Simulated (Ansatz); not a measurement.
**AlH2O (SMILES [O][AlH2]): the energy, rung by rung**

The species is AlH2O (4 atoms), meant as a doublet with charge 0. SMILES: `[O][AlH2]`. The coordinates come from a PBE0-D4/def2-TZVP relaxation.

```xyz
4

O     0.0626   -0.8563    1.4014
Al    0.0113    0.0299   -0.0804
H    -1.1496   -0.3608   -1.0760
H     1.1311    1.1268   -0.2653
```

Quantity: the energy change with the Al2–H3 bond stretched from 1.578 to 1.973 Å, in eV. The values are calculated.

```
            level                    kind  program  value (eV)  CPU time (all runs)
    USVWN5/STO-3G                     LDA   Ansatz        1.30                2.4 s
  U-r2SCAN/STO-3G                meta-GGA   Ansatz        1.40                  9 s
     UPBE0/STO-3G           global hybrid   Ansatz        1.47                3.3 s
   U-wB97X/STO-3G  range-separated hybrid   Ansatz        1.54                 19 s
UCAM-B3LYP/STO-3G  range-separated hybrid   Ansatz        1.52                4.3 s
  UBCCD(T)/STO-3G   coupled cluster or CI   Ansatz        1.42               0.67 s
  UCCSD(T)/STO-3G   coupled cluster or CI   Ansatz        1.42               0.54 s
     UCCSD/STO-3G   coupled cluster or CI   Ansatz           ?               0.53 s
       FCI/STO-3G      exact in the basis   Ansatz        1.41                1.3 s
```

Q: Estimate the missing values from the other rows.

A: As computed at these levels: UCCSD/STO-3G: 1.44 eV. The first shape isn't each level's own minimum. The values span 1.30 to 1.54 eV. All rows use very small basis sets, so even the best lies far from the true value. CPU times are rough (shared hosts, several kinds of processor): they show what a rung costs within a factor of a few.

Stretching the Al–H bond costs 1.41 eV at the full-CI limit of this basis, and the coupled-cluster values approach it from above: 1.44 eV with singles and doubles, 1.42 eV once perturbative triples are added. As the bond lengthens, its σ and σ* orbitals draw closer in energy and left-right correlation grows, so a truncated expansion misses slightly more at the stretched geometry than at the start. The small size of the gap doesn't by itself show how strongly correlated the stretched bond is, since singles and doubles are already exact for an isolated electron pair. Brueckner and Hartree–Fock reference orbitals give the same result with triples, so the choice of reference hardly matters here.

The density functionals scatter much more widely, from 1.30 eV for LDA to 1.54 eV for ωB97X, with all three hybrids above full CI, probably because exact exchange penalises the stretched bond. The closeness of r2SCAN to full CI doesn't establish it as the better functional, since its correlation term models short-range electron correlation that full CI can't recover in a minimal orbital space.
